\section*{Kauzmann temperature and the Adam--Gibbs route to the VFT law}

\subsection*{1. Conventions and premises}

Pressure is fixed. Extensive quantities are per molecule: energies in eV, entropies and heat capacities in eV/K or in units of $k_B$. $T_m$ is the melting point, $\Delta H_m$ the enthalpy of fusion, and $T_g$ the temperature at which the structural relaxation time $\tau$ reaches 100 s. The Vogel--Fulcher--Tammann (VFT) law is written with the natural exponential,
\begin{equation}
\tau=\tau_0\exp\frac{D\,T_0}{T-T_0}.
\label{vft}
\end{equation}
Premises:
\begin{itemize}
\item[P1] Between $T_g$ and $T_m$ the supercooled liquid is in metastable equilibrium, so it has an entropy with $dS=C_p\,dT/T$.
\item[P2] Liquid and crystal have the same vibrational entropy, so the configurational entropy $S_c$ ($k_B\ln$ of the number of relevant amorphous packings, per molecule) equals the excess entropy $S_{\rm liq}-S_{\rm cr}$.
\item[P3] $\Delta C_p=C_p^{\rm liq}-C_p^{\rm cr}>0$ has a chosen analytic form, continued below $T_g$.
\item[P4] Relaxation proceeds by independent cooperatively rearranging regions (CRR). The free-enthalpy barrier of a region of $z$ molecules is $z\,\Delta\mu$ with $\Delta\mu$ independent of $z$ and $T$.
\item[P5] A region can rearrange only if its configurational entropy reaches a fixed value $s^*$.
\end{itemize}
P1 is thermodynamics applied to a metastable phase. P2--P5 are model assumptions.

\subsection*{2. Excess entropy and $T_K$}

At $T_m$ the two phases have equal Gibbs energy, so $\Delta S_m=\Delta H_m/T_m$. Integrating P1 for both phases down from $T_m$ and using P2,
\begin{equation}
S_c(T)=\Delta S_m-\int_T^{T_m}\frac{\Delta C_p(T')}{T'}\,dT' .
\label{sc}
\end{equation}
Since $\Delta C_p>0$, $S_c$ falls monotonically on cooling. Take the family
\begin{equation}
\Delta C_p=\Delta C_g\,(T_g/T)^n,\qquad n\ge 0 .
\label{family}
\end{equation}
The integral in \eqref{sc} then diverges as $T\to0$, so there is exactly one root
\begin{equation}
S_c(T_K)=0,\qquad 0<T_K<T_m ,
\end{equation}
the Kauzmann temperature (Kauzmann 1948). The logarithm of a number of states cannot be negative, so the continuation P3 must end at or above $T_K$. Subtracting the root condition from \eqref{sc} removes the melting data:
\begin{equation}
S_c(T)=\int_{T_K}^{T}\frac{\Delta C_p(T')}{T'}\,dT' .
\label{sc2}
\end{equation}

\emph{Hyperbolic case}, $n=1$: $\Delta C_p=K/T$ with $K=\Delta C_gT_g$ an energy. Equation \eqref{sc2} gives
\begin{equation}
S_c=K\Big(\frac1{T_K}-\frac1T\Big),\qquad TS_c=K\,\frac{T-T_K}{T_K}.
\label{hyp}
\end{equation}
Setting $T=T_m$: $\Delta H_m=K(T_m-T_K)/T_K$, hence
\begin{equation}
T_K=T_m\,\frac{K}{K+\Delta H_m}.
\label{tk1}
\end{equation}

\emph{Constant case}, $n=0$:
\begin{equation}
S_c=\Delta C_p\ln\frac{T}{T_K},\qquad T_K=T_m\,e^{-\Delta S_m/\Delta C_p}.
\label{const}
\end{equation}

\emph{Gaussian landscape}, $n=2$. In a random-energy model (Derrida 1980) the enthalpies $e$ per molecule of the packings have the entropy $S_c(e)=S_\infty-k_B(e-e_0)^2/2\sigma^2$. The condition $dS_c/de=1/T$ gives $e=e_0-\sigma^2/k_BT$, so that $\Delta C_p=de/dT=\sigma^2/k_BT^2$ and
\begin{equation}
S_c=S_\infty\Big(1-\frac{T_K^2}{T^2}\Big),\qquad T_K^2=\frac{\sigma^2}{2k_BS_\infty}.
\label{rem}
\end{equation}
In this model $T_K$ is a true freezing transition: below it the system stays in the lowest packings and $S_c=0$. In terms of melting data, \eqref{sc} with $n=2$ gives $(T_g/T_K)^2=(T_g/T_m)^2+2\Delta S_m/\Delta C_g$.

\subsection*{3. Adam--Gibbs relation (1965)}

\emph{Step 1: probability for one region.} Treat a region of $z$ molecules as a subsystem at given $T$ and pressure with partition function $Q=e^{-G/k_BT}$. Let $Q'=e^{-G'/k_BT}$ be the same sum restricted to states that allow a rearrangement. The fraction of time spent in those states is $Q'/Q=e^{-(G'-G)/k_BT}$. By P4, $G'-G=z\,\Delta\mu$, so the rate is
\begin{equation}
W(z)=A\,e^{-z\Delta\mu/k_BT},
\end{equation}
with an attempt frequency $A$ taken independent of $z$.

\emph{Step 2: sum over sizes.} By P5 only $z\ge z^*$ contributes. The geometric series gives
\begin{equation}
\bar W=A\sum_{z\ge z^*}e^{-z\Delta\mu/k_BT}=\frac{A\,e^{-z^*\Delta\mu/k_BT}}{1-e^{-\Delta\mu/k_BT}} .
\label{geo}
\end{equation}
For $\Delta\mu\gg k_BT$ the denominator is unity and the smallest allowed regions carry the whole rate. Size weights that vary as a power of $z$ then change only the prefactor.

\emph{Step 3: the critical size.} Divide $N$ molecules into $N/z^*$ independent regions. Entropies of independent regions add, $NS_c=(N/z^*)s^*$, so
\begin{equation}
z^*=s^*/S_c(T),
\label{zstar}
\end{equation}
treated as a continuous variable. Two configurations per region would mean $s^*=k_B\ln2$.

\emph{Step 4.} With $\tau=1/\bar W$ and $\tau_0=1/A$,
\begin{equation}
\tau=\tau_0\exp\frac{C}{TS_c(T)},\qquad C=\frac{s^*\Delta\mu}{k_B}.
\label{ag}
\end{equation}
$C$ is an energy. Only the product $s^*\Delta\mu$ enters $\tau$.

\subsection*{4. VFT from the hyperbolic form}

Insert \eqref{hyp} into \eqref{ag}:
\begin{equation}
\ln\frac{\tau}{\tau_0}=\frac{C}{K}\,\frac{T_K}{T-T_K}.
\end{equation}
This is \eqref{vft} at all $T>T_K$, with
\begin{equation}
T_0=T_K,\qquad D=C/K .
\label{main}
\end{equation}
\emph{Converse.} If \eqref{vft} and \eqref{ag} hold with the same $\tau_0$, then $S_c=(C/DT_0)(1-T_0/T)$ and $\Delta C_p=T\,dS_c/dT=(C/D)/T$. With a common prefactor the hyperbolic form is necessary as well as sufficient.

\subsection*{5. Other forms: VFT only near $T_K$}

For any form with $\Delta C_p(T_K)$ finite and non-zero, \eqref{sc2} gives $TS_c\to\Delta C_p(T_K)(T-T_K)$ as $T\to T_K$. The exponent has a simple pole at $T_K$ with residue $C/\Delta C_p(T_K)$. The forms differ in the regular part.

\emph{Constant $\Delta C_p$.} Put $\epsilon=(T-T_K)/T_K$ and $D'=C/(\Delta C_pT_K)$. From $(1+\epsilon)\ln(1+\epsilon)=\epsilon\,(1+\epsilon/2-\epsilon^2/6+\dots)$,
\begin{equation}
\ln\frac{\tau}{\tau_0}=\frac{D'}{(1+\epsilon)\ln(1+\epsilon)}
=D'\Big(\frac1\epsilon-\frac12+\frac{5}{12}\epsilon-\dots\Big).
\label{exp0}
\end{equation}
The first term is VFT with $T_0=T_K$, $D=D'$. The second rescales the prefactor, $\tau_0\to\tau_0e^{-D'/2}$. The shape departs from VFT first at order $\epsilon$.

\emph{Gaussian landscape.} From \eqref{rem}, by partial fractions,
\begin{equation}
\ln\frac{\tau}{\tau_0}=\frac{C}{2S_\infty}\Big(\frac1{T-T_K}+\frac1{T+T_K}\Big),
\end{equation}
a VFT pole plus a slowly varying positive term that raises the apparent prefactor.

\subsection*{6. What a VFT fit near $T_g$ returns}

Define $m_0=\log_{10}[\tau(T_g)/\tau_0]$ and the fragility $m=d\log_{10}\tau/d(T_g/T)$ at $T_g$. There $d/d(T_g/T)=-T\,d/dT$. Let $g=TS_c$, so that $\ln(\tau/\tau_0)=C/g$. Primes denote $d/dT$. From \eqref{sc} and \eqref{family},
\begin{equation}
g'=S_c+\Delta C_p,\qquad g''=\frac{\Delta C_p}{T}+\Delta C_p'=(1-n)\frac{\Delta C_p}{T}.
\end{equation}
Then $-T(C/g)'=(C/g)(Tg'/g)$ and
\begin{equation}
m=m_0\Big[1+\frac{\Delta C_g}{S_c(T_g)}\Big].
\label{mag}
\end{equation}
The same derivative of \eqref{vft} gives $m=m_0T_g/(T_g-T_0)$, and the value at $T_g$ fixes $D$:
\begin{equation}
T_0^{(2)}=T_g\Big(1-\frac{m_0}{m}\Big),\qquad D=m_0\ln10\;\frac{T_g-T_0}{T_0}.
\label{t02}
\end{equation}
This is the two-parameter match (value and slope, $\tau_0$ fixed). With \eqref{mag} it becomes $T_0^{(2)}=T_g\Delta C_g/[S_c(T_g)+\Delta C_g]$.

If $\tau_0$ is free, curvature is matched too. For VFT, $y=\ln\tau$ obeys $T-T_0=-2y'/y''$ whatever $\tau_0$ and $D$. For $y=C/g+{\rm const}$, $y'=-Cg'/g^2$ and $y''=C(2g'^2-gg'')/g^3$, so
\begin{equation}
T_0^{(3)}=T_g\Big[1-\frac{2S_c(S_c+\Delta C_g)}{2(S_c+\Delta C_g)^2-(1-n)S_c\Delta C_g}\Big],
\label{t03}
\end{equation}
with $S_c$ taken at $T_g$. For $n=1$, $S_c+\Delta C_p=K/T_K$, and both \eqref{t02} and \eqref{t03} reduce to $T_K$.

\subsection*{7. Range of validity}

\begin{itemize}
\item \emph{Temperature window.} Equation \eqref{ag} applies to the equilibrated supercooled liquid, $T\ge T_g$. Below $T_g$ the configuration is frozen and \eqref{sc} does not describe the glass. At high $T$, \eqref{zstar} loses meaning once $z^*<1$.
\item \emph{Extrapolation.} $T_K$ and $T_0$ both lie below the accessible range. Neither the vanishing of $S_c$ nor the divergence of $\tau$ is observed. If $\Delta C_p$ bends down below $T_g$, there need be no $T_K$.
\item \emph{Form of $\Delta C_p$.} $K/T$ is an empirical form with no derivation behind it. Result \eqref{main} is exact only for it.
\item \emph{P2.} Let $S_c=f(T)\,S_{\rm exc}$ with $S_{\rm exc}$ the right-hand side of \eqref{sc}. A constant $f$ leaves $T_K$, $m$ and $T_0$ unchanged, and $D=C/(fK)$. A varying $f$ adds a term to \eqref{mag}:
\begin{equation}
m=m_0\Big[1+\frac{\Delta C_g}{S_{\rm exc}(T_g)}+\frac{d\ln f}{d\ln T}\Big].
\label{mf}
\end{equation}
\item \emph{P4.} A barrier linear in $z$, with no interface term and constant $\Delta\mu$, is postulated. A prefactor $\tau_0\propto1/T$ adds only $1/\ln10=0.43$ to $m$.
\end{itemize}

\subsection*{8. Illustration: glycerol}

All inputs are typical approximate values. The two routes below are both estimates from such inputs, and neither is a reference for the other. Intermediate numbers are carried unrounded.

\emph{Calorimetric inputs:} $T_m=291$ K, $\Delta H_m=0.190$ eV, $T_g=190$ K, $\Delta C_g=10.8\,k_B$. The last is the liquid--glass step at $T_g$, used here for the liquid--crystal difference. \emph{Kinetic inputs:} $\tau(T_g)=100$ s and the conventional $\tau_0=10^{-14}$ s, so $m_0=16$ and $m_0\ln10=36.8$. The same $T_g$ is used for both routes.

\emph{Calorimetric route.} $\Delta S_m=7.58\,k_B$ and $K=\Delta C_gT_g=0.177$ eV. Equation \eqref{tk1} gives $T_K/T_m=0.482$. Equations \eqref{sc}, \eqref{tk1}--\eqref{rem} and \eqref{mag}--\eqref{t03} give
\begin{center}
\begin{tabular}{cccccc}
\hline
$n$ & $T_K$ (K) & $S_c(T_g)/k_B$ & $m$ & $T_0^{(2)}$ (K) & $T_0^{(3)}$ (K)\\
\hline
0 & 144 & 2.97 & 74 & 149 & 145\\
1 & 140 & 3.83 & 61 & 140 & 140\\
2 & 140 & 4.48 & 55 & 134 & 140\\
\hline
\end{tabular}
\end{center}
$T_K$ is insensitive to $n$ because the family is anchored at $T_g$: a larger $n$ removes less entropy above $T_g$ and more below. The fragility and $T_0^{(2)}$ depend strongly on $n$, while $T_0^{(3)}$ stays within 1 K of $T_K$ in each row. The $n=0$ fragility is too high for real glycerol, by tens of per cent.

For $n=1$ the extrapolation spans $T_g-T_K=50$ K, and \eqref{t02}, \eqref{main} give $D=13.1$, $C=DK=2.31$ eV. $C$ is fitted to $\tau(T_g)$, so $D$ is not a calorimetric prediction.

For $n=0$: $\epsilon(T_g)=0.317$ and $D'=13.4$. The pole term of \eqref{exp0} alone gives 18.3 decades at $T_g$ in place of 16. The prefactor term removes 2.9 decades and the higher terms restore 0.6. At $T_g$ the bare near-$T_K$ form is therefore unusable without rescaling $\tau_0$.

\emph{Dielectric route.} Take a typical dielectric fragility $m=53$. Equation \eqref{t02} gives $T_0=133$ K and $D=15.9$. With $\tau_0=10^{-15}$ s ($m_0=17$) it gives $T_0=129$ K and $D=18.5$. This is a two-parameter estimate, of the same kind as $T_0^{(2)}$.

\emph{Size of the gap.} For $n=1$ and $m_0=16$, $T_K-T_0=8$ K. The sensitivities are:
\begin{itemize}
\item From \eqref{tk1}, $d\ln T_K/d\ln K=\Delta H_m/(K+\Delta H_m)=0.52$, or 7 K per 10\% change of $\Delta C_g$. Inverting \eqref{tk1}, $K=\Delta H_mT_0/(T_m-T_0)=0.159$ eV, i.e.\ $\Delta C_g=9.7\,k_B$, would close the gap.
\item From \eqref{t02}, $T_0$ moves by $T_g/m=3.6$ K per decade of $\tau_0$ and by $T_gm_0/m^2=1.1$ K per unit of $m$.
\item Changing $n$ from 1 to 2 lowers $T_0^{(2)}$ by 6 K at nearly fixed $T_K$.
\item In \eqref{mf}, $d\ln f/d\ln T=-0.5$ lowers $m$ by 8, equal to the difference in $m$ between the two routes. As a power law it corresponds to $f(T_m)/f(T_g)=0.81$.
\end{itemize}
Each of these effects rivals the gap, so inputs of this quality can neither establish nor exclude $T_0=T_K$.

\emph{The CRR parameters} ($n=1$). With $s^*=k_B\ln2$, \eqref{zstar} gives $z^*(T_g)=0.18$ and \eqref{ag} gives $\Delta\mu=3.3$ eV. Both are unphysical: the region is smaller than one molecule, and the barrier per molecule is too high by a large factor, several times the energy needed to evaporate a glycerol molecule. Choosing instead $z^*(T_m)=1$, i.e.\ $s^*=\Delta S_m$, gives $z^*(T_g)=2.0$ and $\Delta\mu=0.30$ eV. Then $\Delta\mu/k_BT_m=12$, and the term $e^{-\Delta\mu/k_BT}$ dropped in \eqref{geo} is at most $5\times10^{-6}$ for $T\le T_m$. A region of two molecules is hardly a thermodynamic subsystem, so Steps 1 and 3 are heuristic for glycerol, and \eqref{ag} serves as a correlation between $\tau$ and $S_c$ with $C$ adjustable.